# Margin comments on the star of $\mathbf k$: exact rotational symmetry at K and M of graphite

**1. Where the assumption enters.** Take $\{E|\mathbf t\}\psi_{\mathbf k}=e^{-i\mathbf k\cdot\mathbf t}\psi_{\mathbf k}$. Since $\{E|\mathbf t\}\{R|\mathbf v\}=\{R|\mathbf v\}\{E|R^{-1}\mathbf t\}$, the function $\{R|\mathbf v\}\psi_{\mathbf k}$ has eigenvalue $e^{-i\mathbf k\cdot R^{-1}\mathbf t}=e^{-iR\mathbf k\cdot\mathbf t}$, whatever $\mathbf v$ is. Each coset of $P_{\mathbf k}=\{R:R\mathbf k=\mathbf k+\mathbf G\}$ gives one inequivalent vector, so the star has $|P|/|P_{\mathbf k}|$ arms. Exact symmetry is used twice. $R^{-1}\mathbf t$ must be a lattice vector, and $[H,\{R|\mathbf v\}]=0$ makes the arms degenerate.

**2. Which $P$.** It is the point group of the crystal. The familiar counts (X, L, W of fcc: 3, 4, 6; H, N, P of bcc: 1, 6, 2) hold for $m\bar3m$. Graphite ($P6_3/mmc$) has $|P|=24$, $|P_M|=8$, $|P_K|=12$, hence 3 and 2 arms.

**3. Dropping it.** Put $x$ along zigzag and $y$ along a bond. Apply a diagonal in-plane strain with $\bar\varepsilon=(\varepsilon_{xx}+\varepsilon_{yy})/2$ and $\eta=\varepsilon_{yy}-\varepsilon_{xx}$. For any $\eta\neq0$, $P$ falls to $mmm$, of order 8. The arm $M_1$ on the $y$ axis keeps a little co-group of order 8, while $M_2$ and $M_3$ keep order 4, so 3 arms become stars of 1 and 2. K keeps order 4 and its 2 arms. The count jumps, and the continuous correction is an energy difference. Permutation of the M arms spans $A_{1g}+E_{2g}$, and $\eta$ is $E_{2g}$, so the splitting is linear in $\eta$. The K–K′ difference is odd under inversion, which strain preserves, so it vanishes to all orders.

**4. The $\pi$ model.** The bonds $\boldsymbol\delta_1=d(0,1)$, $\boldsymbol\delta_{2,3}=d(\pm\tfrac{\sqrt3}{2},-\tfrac12)$ carry hoppings $t_j>0$. With $\mathbf a_1=\boldsymbol\delta_1-\boldsymbol\delta_3$, $\mathbf a_2=\boldsymbol\delta_1-\boldsymbol\delta_2$ and $\mathbf k\cdot\mathbf a_i=2\pi\kappa_i$, the intralayer element is, up to a phase,
$$h=t_1+t_2e^{-2\pi i\kappa_2}+t_3e^{-2\pi i\kappa_1}.$$
Arms are followed at fixed $\kappa$, where strain leaves the phases unchanged. At $M_1=(\tfrac12,\tfrac12)$, $M_2=(0,\tfrac12)$, $M_3=(\tfrac12,0)$ one finds $|h(M_j)|=t_1+t_2+t_3-2t_j$. The vertical interlayer hopping $\gamma_1$ couples the stacked sites by $2\gamma_1$ at $k_z=0$, so $E=\pm\gamma_1\pm\sqrt{\gamma_1^2+|h|^2}$ with independent signs. The mean $\pi^*$ level minus the mean $\pi$ level is $W=2\sqrt{\gamma_1^2+|h|^2}$. In-plane second-neighbour hopping shifts all four levels alike and cancels in $W$. At M all elements can be taken real, and the matrix splits into layer-even and layer-odd blocks. The skew hopping $\gamma_4$ between a stacked and an unstacked site sends $h\to h\pm g_4$ in the two blocks and cancels in $W$ at first order. The skew hopping $\gamma_3$ between unstacked sites puts $\pm g_3$, with $|g_3|=2\gamma_3$, on the diagonal beside $\pm2\gamma_1$, so that $W=2\sqrt{(\gamma_1-g_3/2)^2+|h|^2}$. It replaces $\gamma_1$ by $\gamma_1\mp\gamma_3$, depending on the relative sign. The model keeps $\gamma_1$ alone, and §7 sizes the omission.

**5. Bonds do not follow the cell.** An $E_{2g}$ strain also drives the $E_{2g}$ sublattice displacement. Write it as $u_y=-\zeta\eta d/2$, added to every bond. To first order
$$\frac{\delta l_1}{d}=\bar\varepsilon+\frac{s\eta}{2},\qquad \frac{\delta l_{2,3}}{d}=\bar\varepsilon-\frac{s\eta}{4},\qquad s=1-\zeta .$$
The three angles at each atom change by $\rho,\rho,-2\rho$ with $\rho=\sqrt3(1+\zeta)\eta/4$. With a stretching constant $k_r$ and a bending constant $k_\theta$, the energy per layer cell is
$$U=4A\bar\varepsilon^2+\tfrac12\eta^2\left[A(1-\zeta)^2+B(1+\zeta)^2\right],\quad A=\tfrac38k_rd^2,\; B=\tfrac94k_\theta .$$
The minimum lies at $\zeta=(A-B)/(A+B)$, where the bracket equals $2As$. Matching to the elastic energy $V[(C_{11}+C_{12})\bar\varepsilon^2+(C_{11}-C_{12})\eta^2/4]$, with $V$ the volume per layer cell, gives $s=(C_{11}-C_{12})/(C_{11}+C_{12})$. This is the estimate of a two-constant force model.

**6. First correction.** Let $\delta t_j=-\beta t\,\delta l_j/d$. Then
$$\delta|h(M_1)|=\beta t\,(s\eta-\bar\varepsilon),\qquad \delta|h(M_{2,3})|=-\beta t\,(\tfrac12s\eta+\bar\varepsilon),$$
$$W(M_1)-W(M_{2,3})=3\beta t\,s\eta\,\frac{t}{\sqrt{t^2+\gamma_1^2}} .$$
At $K=(\tfrac13,-\tfrac13)$, $h=t_1-t_2=-\tfrac34\beta ts\eta$, and $h$ takes the same value at K′. Along $k_x$, $h=t_1+2t_2\cos(k_xa/2)$, so its zero moves from K by $q=-\tfrac{\sqrt3}{2}\beta s\eta/a$. The two-dimensional small representations of $D_{3h}$ are lost although the arm count survives.

**7. Size.** The compiled values are $a=2.461$ Å (Wikipedia), $c=6.7076$ Å (Lebedeva 2016), and $C_{11}=1109$, $C_{12}=139$, $C_{13}=0$ GPa (Savini 2010). Typical inputs are $t\approx2.7$ eV, $\beta\approx3.4$, $\gamma_1\approx0.39$ eV, so $\beta t=9.2$ eV. Take an illustrative tension $\sigma=1$ GPa along $y$. As $C_{13}=0$, $c$ and $\gamma_1$ stay fixed. Then $\eta=\sigma/(C_{11}-C_{12})=1.03\times10^{-3}$, $\bar\varepsilon=\sigma/[2(C_{11}+C_{12})]=4.0\times10^{-4}$, $s=0.78$, $s\eta=8.0\times10^{-4}$, and the $\gamma_1$ factor is 0.99.

| model quantity at 1 GPa | value |
|---|---|
| $\delta W(M_1)$ | $+7$ meV |
| $\delta W(M_{2,3})$ | $-15$ meV |
| splitting of $W$ between the M stars | $22$ meV |
| same with $\zeta=0$ | $28$ meV |
| $\lvert h(K)\rvert$ | $5.5$ meV |
| $q$ | $-9.6\times10^{-4}$ Å$^{-1}$ |

A typical $\gamma_3\approx0.3$ eV shifts $W$ at first order by $2\gamma_1\gamma_3/\sqrt{\gamma_1^2+t^2}=0.09$ eV in magnitude, equally on all three unstrained arms. It turns the factor 0.99 into 0.97 for $\gamma_1+\gamma_3$ or 1.00 for $\gamma_1-\gamma_3$, and the splitting into 21 or 22 meV. The strain dependence of $\gamma_3$ itself, with the inputs of §8, adds less than 0.2 meV. For scale, $k_BT=26$ meV at 300 K and $|\Gamma K|=4\pi/3a=1.702$ Å$^{-1}$.

**8. The doublet at K.** The two levels $\pm(\sqrt{\gamma_1^2+|h|^2}-\gamma_1)$ part by only $|h|^2/\gamma_1=0.08$ meV, so a neglected term dominates. The skew hopping $\gamma_3$ couples the two doublet sites directly, by twice the difference $\delta\gamma_3$ between inequivalent skew bonds, and splits them by $4|\delta\gamma_3|$. The logarithmic derivative of the skew length with respect to its in-plane part is $g=d^2/(d^2+c^2/4)=0.15$, with $d=a/\sqrt3=1.421$ Å. For unrelaxed positions the splitting is $3\gamma_3\beta_3g\eta$. With typical $\gamma_3\approx0.3$ eV and an assumed exponent $\beta_3=5$ this is 0.7 meV. It is an order of magnitude only, since internal displacements change the prefactor.

**9. The same step in silicon.** The conduction valleys on $\Delta$ form a star of $48/8=6$ arms. Stress along $[001]$ leaves $4/mmm$ and stars of $16/8=2$ and $16/4=4$ arms, split by $\Xi_u\sigma/(C_{11}-C_{12})$. Typical $\Xi_u\approx9$ eV and $C_{11}-C_{12}\approx102$ GPa give the model value 0.09 eV at 1 GPa, 4 times the graphite M figure.

**10. How far to trust 22 meV.** It is the model's number and is proportional to $\beta t$. An input $\beta\approx2$, at the low end of typical choices, gives 13 meV. The unstrained model has $W=5.5$ eV, a factor 1.2 above the typical $\pi$–$\pi^*$ absorption peak of graphite near 4.5 eV, which suggests that the $t$ appropriate at M, and with it the splitting, is somewhat smaller.